Read from top to bottom, the table looks like a staircase: no exact exchange, then more and more of it, and at the end correlation computed from a wavefunction. Naively, every property of PH₃ should improve on the way down, and CCSD(T) should settle each question. The table is less orderly than that. Which step matters depends on whether a property compares two whole energies or reads the energy of a single orbital, and on how many electron pairs change between the states compared.

Density functionals, HF, MP2 and CCSD(T) for gas-phase PH₃ at one PBE0 geometry, computed with PySCF 2.14.0, def2-TZVP and density fitting, non-relativistic, with frozen cores in MP2 and CCSD(T). Atomisation is to ground-state atoms without zero-point energy, and ionisation is the vertical difference of total energies; open shells are unrestricted.

```csv
method,"exact exchange, long range (%)",atomisation (kJ/mol),ionisation (eV),HOMO (eV),dipole (D),rough cost (core min)
PBE,0,1000,10.49,-6.68,0.68,0.1
PBEsol,0,1041,10.45,-6.63,0.73,0.1
r2SCAN,0,1002,10.45,-6.93,0.73,0.2
TPSSh,10,1037,10.48,-7.28,0.69,0.2
B3LYP,20,1022,10.60,-7.65,0.61,0.1
PBE0,25,992,10.49,-7.86,0.70,0.06
BHandHLYP,50,1004,10.44,-8.92,0.62,0.1
HF,100,718,9.46,-10.58,0.65,0.01
CCSD(T),n/a,959,10.49,n/a,n/a,0.3
MP2,n/a,922,10.40,n/a,n/a,0.01
```

### PBE, PBEsol and r2SCAN

For atomisation, the energy needed to pull the molecule apart into free atoms, PBE and r2SCAN agree almost perfectly, while PBEsol lies 41 kJ/mol above PBE. This is the known overbinding of molecules by PBEsol. Its exchange responds more weakly to density gradients, which suits solids. Free atoms have steeper densities than bonded ones and so lose more stabilisation, which makes the bonds look too strong. PBEsol is therefore a poor choice for molecular bond energies.

Ionisation, the energy of the cation less that of the molecule with the nuclei held in place, looks excellent: PBE gives 10.49 eV, the same as CCSD(T). Yet the highest occupied orbital (HOMO) of the same PBE calculation lies at only −6.68 eV. Whoever takes the ionisation energy from that level, with its sign reversed, gets a value 3.81 eV too low. The same functional is thus good for one reading and useless for the other.

The hydrogen atom shows why. Its single electron has nothing to repel it, but a semilocal functional lets it feel part of the repulsion of its own charge cloud. The total energy still comes out nearly right, while the orbital level is little more than half as deep as it should be. The comparison ends where other electrons come in: in hydrogen Hartree–Fock (HF) is exact, whereas in PH₃ the remaining electrons relax and correlate.

The two readings differ because they look at different moments of the same process. Imagine the electron leaving the phosphorus lone pair in small portions. As the orbital empties, its self-repulsion fades and its level sinks. The ionisation energy averages over the whole process, so a level that is too high at the start is largely balanced by one that is too deep at the end. The HOMO energy records only the start, so nothing balances its error.

### The hybrids, from TPSSh to BHandHLYP

Exact exchange removes self-repulsion in proportion to its share, so the HOMO should sink steadily while ionisation hardly moves. That is what the table shows: from PBE to BHandHLYP the HOMO falls by 2.24 eV, whereas ionisation stays within 0.16 eV over all seven functionals. The falling HOMO is a change in the orbital level, and it doesn't mean that the electron becomes harder to remove. The same pattern is well known for other closed-shell molecules.

A simple model makes this quantitative. Let $I$ be the ionisation energy, $\varepsilon$ the HOMO energy, and $\Delta = I + \varepsilon$ the amount by which the level is too shallow to match $I$. If the level shifts evenly as the orbital empties, $I$ equals minus the level at half occupation, and $\Delta$ is half of the total shift. Exact exchange enters the energy linearly, so for a share $x$ of it

$$\Delta(x) \approx (1-x)\,\Delta_\text{PBE} + x\,\Delta_\text{HF}.$$

The two ends come from the table: $\Delta_\text{PBE} = 3.81$ eV and $\Delta_\text{HF} = -1.12$ eV. The second is negative because HF has no self-repulsion, and what remains is the relaxation of the other electrons, which works the opposite way. The formula leaves aside that correlation and the shape of the orbitals also change along the line.

PBE0, with a quarter of exact exchange, serves as a test, since it played no part in fixing the line. The estimate is $0.75 \times 3.81 - 0.25 \times 1.12 = 2.58$ eV, and the table gives $10.49 - 7.86 = 2.63$ eV. Over the four hybrids the typical miss is 0.13 eV. A straight line drawn through the HOMO energies themselves does less well, as the output after this text shows.

The line has a clear limit: it knows only the share of exact exchange and not the semilocal part that goes with it. r2SCAN has no exact exchange at all, yet its $\Delta$ is 3.52 eV, about 0.3 eV below that of PBE. BHandHLYP, the hybrid with the largest share, is also the one that the line describes worst. The model is good enough to foresee how a hybrid will shift a level, but not to replace the calculation.

For the atomisation of PH₃, exact exchange isn't the knob to turn. Going from PBE to PBE0, the cleanest pair, changes it by only 8 kJ/mol. This doesn't carry over to molecules with multiple bonds, such as O₂ or N₂, where PBE binds much too strongly and exact exchange removes much of the excess. For PH₃ all seven functionals together span 49 kJ/mol, or about 16 per P–H bond. The usual target for reaction energies is about 4 kJ/mol, so the choice of functional matters whenever bonds are made or broken in number. It matters less in reactions that keep the number and kind of bonds, where much of the error cancels.

### HF

HF contains all of the exact exchange and none of the correlation, and it fails where electron pairs change. Its atomisation energy is 241 kJ/mol below that of CCSD(T), about 80 for each bond. In the free phosphorus atom the three 3p electrons have parallel spins, and exchange already keeps them apart. In the molecule each of them shares a bond with an electron of opposite spin, and only correlation keeps those two apart.

The correlation energy of the CCSD(T) calculation can be divided accordingly. The molecule has 513 kJ/mol in all, and 241 of it is the gap in atomisation just named. A hydrogen atom, with one electron, has none, so the remaining 272 belongs to the phosphorus atom. This is bookkeeping and not a separate test. Pair counting explains why the molecule gains more than the atoms. It doesn't give the amount, because electrons in different pairs correlate as well.

Ionisation breaks up one pair, and HF puts it about 1 eV too low. Measured against CCSD(T), this error is by construction the correlation energy that is lost when the electron leaves, 1.04 eV. There is a trap here: the HF orbital level, at −10.58 eV, seems to give a good ionisation energy after all. It does so because it leaves out both the relaxation of the cation and the loss of correlation, two effects of nearly equal size and opposite sign.

### CCSD(T) and MP2

MP2 is the cheapest repair of HF. It recovers about 85 % of the atomisation energy that separates HF from CCSD(T), and its ionisation energy lies within 0.1 eV of the CCSD(T) value. That is enough for a first look at ionisation. For atomisation it still leaves 37 kJ/mol, far more than a thermochemical purpose allows.

CCSD(T) is the best theory in the table, but at 959 kJ/mol its atomisation energy lies below that of every functional. This doesn't convict the functionals of overbinding. Two electrons that avoid each other at short distance are hard to describe with products of smooth orbitals, and a triple-zeta basis captures only part of that motion. As a rough recalled value, the shortfall here is about 50 kJ/mol. Functionals take correlation from the density and need much less from the basis.

The same weakness touches ionisation, though less, because fewer pairs are involved. If the basis loses a similar share of the correlation there, the CCSD(T) value is too low by roughly 0.2 eV, which is an order of magnitude only. An error of that order is comparable with the whole spread of the functionals. The exact agreement of PBE and PBE0 with CCSD(T) is therefore no reason to prefer them to B3LYP or r2SCAN for ionisation. A measured ionisation threshold, by contrast, would lie below the vertical value, since the real cation flattens once the electron has gone.

For PH₃ cost is hardly an argument. Each calculation took at most about 0.3 core minutes, and such rough timings don't rank the methods. Scaling does matter for what comes next. Doubling the basis functions makes CCSD(T) about 16 times as expensive, which here still means only some five core minutes, and this is where effort for an accurate atomisation energy should go. Doubling the molecule instead costs a factor of about 128 with CCSD(T) and 32 with MP2, while functionals grow more gently. For larger molecules, a functional with ionisation taken as an energy difference is then the sensible choice, provided that an uncertainty of a few tenths of an electronvolt is acceptable and the charge left behind stays in a small region. Where it spreads over a large molecule, semilocal functionals lose the balance of errors that helps them here.

Output of the analysis:

```
Levels compared:
        row  atomisation less CCSD(T) kJ/mol  ionisation less CCSD(T) eV  ionisation plus HOMO eV  same from PBE-HF line eV  miss of line eV  miss of plain HOMO line eV
        PBE                               41                           0                     3.81                      3.81                0                           0
     PBEsol                               82                       -0.04                     3.82                      3.81            -0.01                       -0.05
     r2SCAN                               43                       -0.04                     3.52                      3.81             0.29                        0.25
      TPSSh                               78                       -0.01                      3.2                     3.317            0.117                        0.21
      B3LYP                               63                        0.11                     2.95                     2.824           -0.126                        0.19
       PBE0                               33                           0                     2.63                     2.578          -0.0525                       0.205
  BHandHLYP                               45                       -0.05                     1.52                     1.345           -0.175                        0.29
         HF                             -241                       -1.03                    -1.12                     -1.12                0                           0
    CCSD(T)                                0                           0                      n/a                       n/a              n/a                         n/a
        MP2                              -37                       -0.09                      n/a                       n/a              n/a                         n/a
Spread of atomisation over the seven functionals, kJ/mol: 49
Same spread per P-H bond, kJ/mol: 16.33
Atomisation, PBE0 less PBE, kJ/mol: -8
Atomisation, CCSD(T) less HF, kJ/mol: 241
Same per P-H bond, kJ/mol: 80.33
Part of that gap recovered by MP2, per cent: 84.65
Correlation energy of the molecule, kJ/mol: 512.8
Correlation energy left for the P atom, kJ/mol: 271.8
Spread of ionisation over the seven functionals, eV: 0.16
Same spread, kJ/mol: 15.44
Correlation energy lost on ionisation, eV: 1.036
HOMO, BHandHLYP less PBE, eV: -2.24
HOMO, PBE0 less PBE, eV: -1.18
Rms miss of the line for ionisation plus HOMO, four hybrids, eV: 0.1254
Rms miss of the plain HOMO line, four hybrids, eV: 0.2271
Exact exchange at which the line crosses zero, per cent: 77.28
Spread of dipole over the seven functionals, D: 0.12
Order of magnitude of basis shortfall in CCSD(T) ionisation, eV: 0.215
Cost factor of CCSD(T) for a molecule twice as large: 128
Cost factor of MP2 for a molecule twice as large: 32
Cost factor of CCSD(T) for twice the basis functions on the same molecule: 16
```
